**Transferability errors of a boron pseudopotential with an empty, large-radius p channel**

The table holds all-electron excitation energies and all-electron-minus-pseudo errors for nine valence configurations of boron, from ld1.x 7.5 (LDA-PZ, scalar-relativistic, Troullier-Martins, reference 2s1.5 2p0, radii s 1.15 and p 3.25 bohr). The program fits a second-order Janak form in the s and p occupation changes to the seven unpolarised rows by least squares and compares it with an error proportional to the p count and one quadratic in the change of charge. The rms residuals are 28, 17 and 88 meV: the error follows p occupation, at about 156 meV per electron, but none of the three forms captures the opposite curvature of the 2s2 and 2s1 series. The output also gives ionisation, promotion and spin-polarisation errors, selected phase errors and a rough Slater estimate of the charge inside each radius.

Calculated values. Test configurations of a Troullier-Martins semilocal pseudopotential for B, generated with ld1.x 7.5 (scalar-relativistic LDA-PZ, [He] core, nonlinear core correction in Bessel form, p channel as local potential, radii 1.15 bohr for s and 3.25 bohr for p). Energies are relative to the unpolarised reference 2s1.5 2p0 (charge +1.5); errors are all-electron minus pseudo.

## Program and output

```python
# Table: ld1.x 7.5, B Troullier-Martins pseudopotential (LDA-PZ, scalar-rel.), reference 2s1.5 2p0;
# all-electron excitation energies (eV) and errors AE - pseudo (meV). Tested: second-order Janak
# form in occupation changes, against k*n_p and k*(charge change)^2.
T = {
    'test_configuration': ['2s2 2p1', '2s2 2p0', '2s1 2p0', '2s0 2p3', '2s1 2p1', '2s2 2p0.5', '2s1 2p2', '2s1.5 2p0', '2s2 2p1'],
    'test_spin_polarised': ['no', 'no', 'no', 'no', 'no', 'no', 'no', 'yes', 'yes'],
    'excitation_energy_all_electron': [-19.485, -11.159, 14.146, -8.0843, -5.2022, -16.543, -13.799, -0.12554, -19.72],  # eV
    'excitation_error': [173.5, 4.599, 6.123, 466.5, 121.1, 96.06, 320.9, 0.5442, 194.5],  # meV
}
import re
import numpy as np
from scipy.constants import physical_constants as pc
from scipy.special import gammainc
Ry = pc['Rydberg constant times hc in eV'][0]
cf = [str(c) for c in T['test_configuration']]
occ = np.array([[float(x) for x in re.findall(r'2[sp]([0-9.]+)', c)] for c in cf])
s, p = occ[:, 0], occ[:, 1]
pol = np.array([str(x).lower() in ('yes', 'true') for x in T['test_spin_polarised']])
E = np.array(T['excitation_energy_all_electron'], float)
err = np.array(T['excitation_error'], float)
q = 3 - s - p; ds = s - 1.5; u = ~pol
ix = lambda a, b, sp=False: int(np.where((s == a) & (p == b) & (pol == sp))[0][0])
print("rounding floor: error <=0.05 meV, energy <=0.5 meV; fits use the 7 unpolarised rows (same spin state)")
M = {'quad (a ds2,b ds p,c p2)': np.c_[ds**2, ds*p, p**2], 'k n_p': p[:, None], 'k dq2': ((q-1.5)**2)[:, None]}
R = []
for n, A in M.items():
    c = np.linalg.lstsq(A[u], err[u], rcond=None)[0]; r = err - A @ c; R.append(r)
    w = np.where(u)[0][np.argmax(abs(r[u]))]
    print(f"{n}: par {np.round(c,1)} meV, rms {np.sqrt(np.mean(r[u]**2)):.1f}, worst {cf[w]} {r[w]:+.1f} meV")
print("config spin charge err[meV] err/n_p err/|E|% resid: quad, k n_p, k dq2 (* not fitted)")
for i in range(len(cf)):
    pp = f"{err[i]/p[i]:.1f}" if p[i] else "-"
    print(f"{cf[i]:10s}{'yes*' if pol[i] else 'no':5s}{q[i]:+.1f} {err[i]:7.2f} {pp:>6s} {err[i]/abs(E[i])/10:.3f}  {R[0][i]:+.1f} {R[1][i]:+.1f} {R[2][i]:+.1f}")
print(f"corr of err with n_p {np.corrcoef(err[u],p[u])[0,1]:.3f}, charge {np.corrcoef(err[u],q[u])[0,1]:.3f}, |E| {np.corrcoef(err[u],abs(E[u]))[0,1]:.3f}")
print(f"a from p-free rows alone: {err[ix(2,0)]/.25:.1f} (2s2), {err[ix(1,0)]/.25:.1f} (2s1) meV")
print(f"ratios: +1 ions {err[ix(1,1)]/err[ix(2,0)]:.1f}; min(p>0)/max(p=0) {err[p>0].min()/err[p==0].max():.1f}; 2p1 rows differ {err[ix(2,1)]-err[ix(1,1)]:.1f} meV")
for a, b0, b1 in [(2, 0, .5), (2, .5, 1), (1, 0, 1), (1, 1, 2)]:
    i, j = ix(a, b0), ix(a, b1)
    print(f"2s{a} p {b0}->{b1}: mean charge {(q[i]+q[j])/2:+.2f}, mean eps_p {(E[j]-E[i])/(b1-b0):.2f} eV, its error {(err[j]-err[i])/(b1-b0):.1f} meV")
L = {}
for a, bs in [(2, [0, .5, 1]), (1, [0, 1, 2])]:
    k = [ix(a, b) for b in bs]; pe = np.polyfit(bs, err[k], 2); pE = np.polyfit(bs, E[k], 2); L[a] = (pe, pE)
    print(f"2s{a} exact parabola in p: error slope(0) {pe[1]:.0f}, p2 coeff {pe[0]:+.0f} meV; eps_p(0) {pE[1]:.2f} eV")
print(f"mean error slope at 2s1.5 2p0: {(L[1][0][1]+L[2][0][1])/2:.0f} meV per p (construction demands 0)")
for n, i, j in [('IE1', ix(2,1), ix(2,0)), ('IE2', ix(2,0), ix(1,0)), ('s->p first', ix(2,1), ix(1,2)), ('s->p second', ix(1,2), ix(0,3))]:
    print(f"{n}: AE {E[j]-E[i]:.3f} eV, error {err[j]-err[i]:+.1f} meV = {(err[j]-err[i])/(E[j]-E[i])/10:+.3f} %")
for n, dE, de in [('2s1.5 2p0', E[ix(1.5,0,True)]*1e3, err[ix(1.5,0,True)]),
                  ('2s2 2p1', (E[ix(2,1,True)]-E[ix(2,1)])*1e3, err[ix(2,1,True)]-err[ix(2,1)])]:
    print(f"spin polarisation {n}: AE {dE:.1f}, pseudo {dE-de:.1f} meV, excess {de:.2f} meV = {100*de/abs(dE):.1f} %")
# further outputs of the same run: reference levels (Ry), phase errors (rad) at energies (Ry)
es, ep = -1.8571, -1.42039
ph = [(-1.6, -0.0001, 0.018), (-1.12, -0.0004, 0.0142), (-0.64, -0.0032, 0.0641), (-0.16, -0.0214, 0.5168)]
ts = E[ix(2,0)] - E[ix(1,0)]; pm = (L[1][1][1]+L[2][1][1])/2
print(f"eps_s ref {es*Ry:.3f} eV vs E(2s2)-E(2s1) {ts:.3f}, diff {es*Ry-ts:+.3f} eV")
print(f"eps_p ref {ep*Ry:.2f} eV vs mean of parabola slopes {pm:.2f} eV (rough)")
en = L[2][1][1] + 2*L[2][1][0]
print(f"neutral 2p level, rough: {en:.2f} eV = {en/Ry:.2f} Ry, {en/Ry-ep:.2f} Ry above reference level")
for e, a, b in ph:
    print(f"phase error at {e} Ry: s {a}, p {b} rad, |p/s| {abs(b/a):.0f}")
for n, nv in [('neutral', 2.0), ('reference ion, 2p probe', 1.5)]:
    Z = 5 - 2*0.85 - 0.35*nv  # Slater rules, nodeless n=2 orbital, rough
    print(f"Slater {n}: Zeff {Z:.2f}, peak {4/Z:.1f} bohr, charge in 3.25: {gammainc(5,Z*3.25):.2f}, in 1.15: {gammainc(5,Z*1.15):.2f}")
assert (err > 0).all()
assert err[p > 0].min() > 10*err[p == 0].max()
assert L[2][0][0] < 0 < L[1][0][0]
assert abs(es*Ry - ts) < 0.1
```

Output:

```
rounding floor: error <=0.05 meV, energy <=0.5 meV; fits use the 7 unpolarised rows (same spin state)
quad (a ds2,b ds p,c p2): par [ 37.4 134.1 110.5] meV, rms 28.3, worst 2s1 2p1 +68.3 meV
k n_p: par [156.3] meV, rms 16.9, worst 2s1 2p1 -35.2 meV
k dq2: par [139.9] meV, rms 87.9, worst 2s0 2p3 +151.7 meV
config spin charge err[meV] err/n_p err/|E|% resid: quad, k n_p, k dq2 (* not fitted)
2s2 2p1   no   +0.0  173.50  173.5 0.890  -13.3 +17.2 -141.3
2s2 2p0   no   +1.0    4.60      - 0.041  -4.7 +4.6 -30.4
2s1 2p0   no   +2.0    6.12      - 0.043  -3.2 +6.1 -28.9
2s0 2p3   no   +0.0  466.50  155.5 5.770  -8.5 -2.5 +151.7
2s1 2p1   no   +1.0  121.10  121.1 2.328  +68.3 -35.2 +86.1
2s2 2p0.5 no   +0.5   96.06  192.1 0.581  +25.6 +17.9 -43.9
2s1 2p2   no   +0.0  320.90  160.4 2.326  +3.7 +8.3 +6.1
2s1.5 2p0 yes* +1.5    0.54      - 0.433  +0.5 +0.5 +0.5
2s2 2p1   yes* +0.0  194.50  194.5 0.986  +7.7 +38.2 -120.3
corr of err with n_p 0.994, charge -0.759, |E| -0.216
a from p-free rows alone: 18.4 (2s2), 24.5 (2s1) meV
ratios: +1 ions 26.3; min(p>0)/max(p=0) 15.7; 2p1 rows differ 52.4 meV
2s2 p 0->0.5: mean charge +0.75, mean eps_p -10.77 eV, its error 182.9 meV
2s2 p 0.5->1: mean charge +0.25, mean eps_p -5.88 eV, its error 154.9 meV
2s1 p 0->1: mean charge +1.50, mean eps_p -19.35 eV, its error 115.0 meV
2s1 p 1->2: mean charge +0.50, mean eps_p -8.60 eV, its error 199.8 meV
2s2 exact parabola in p: error slope(0) 197, p2 coeff -28 meV; eps_p(0) -13.21 eV
2s1 exact parabola in p: error slope(0) 73, p2 coeff +42 meV; eps_p(0) -24.72 eV
mean error slope at 2s1.5 2p0: 135 meV per p (construction demands 0)
IE1: AE 8.326 eV, error -168.9 meV = -2.029 %
IE2: AE 25.305 eV, error +1.5 meV = +0.006 %
s->p first: AE 5.686 eV, error +147.4 meV = +2.592 %
s->p second: AE 5.715 eV, error +145.6 meV = +2.548 %
spin polarisation 2s1.5 2p0: AE -125.5, pseudo -126.1 meV, excess 0.54 meV = 0.4 %
spin polarisation 2s2 2p1: AE -235.0, pseudo -256.0 meV, excess 21.00 meV = 8.9 %
eps_s ref -25.267 eV vs E(2s2)-E(2s1) -25.305, diff +0.038 eV
eps_p ref -19.33 eV vs mean of parabola slopes -18.97 eV (rough)
neutral 2p level, rough: -3.44 eV = -0.25 Ry, 1.17 Ry above reference level
phase error at -1.6 Ry: s -0.0001, p 0.018 rad, |p/s| 180
phase error at -1.12 Ry: s -0.0004, p 0.0142 rad, |p/s| 36
phase error at -0.64 Ry: s -0.0032, p 0.0641 rad, |p/s| 20
phase error at -0.16 Ry: s -0.0214, p 0.5168 rad, |p/s| 24
Slater neutral: Zeff 2.60, peak 1.5 bohr, charge in 3.25: 0.92, in 1.15: 0.18
Slater reference ion, 2p probe: Zeff 2.77, peak 1.4 bohr, charge in 3.25: 0.95, in 1.15: 0.22
```
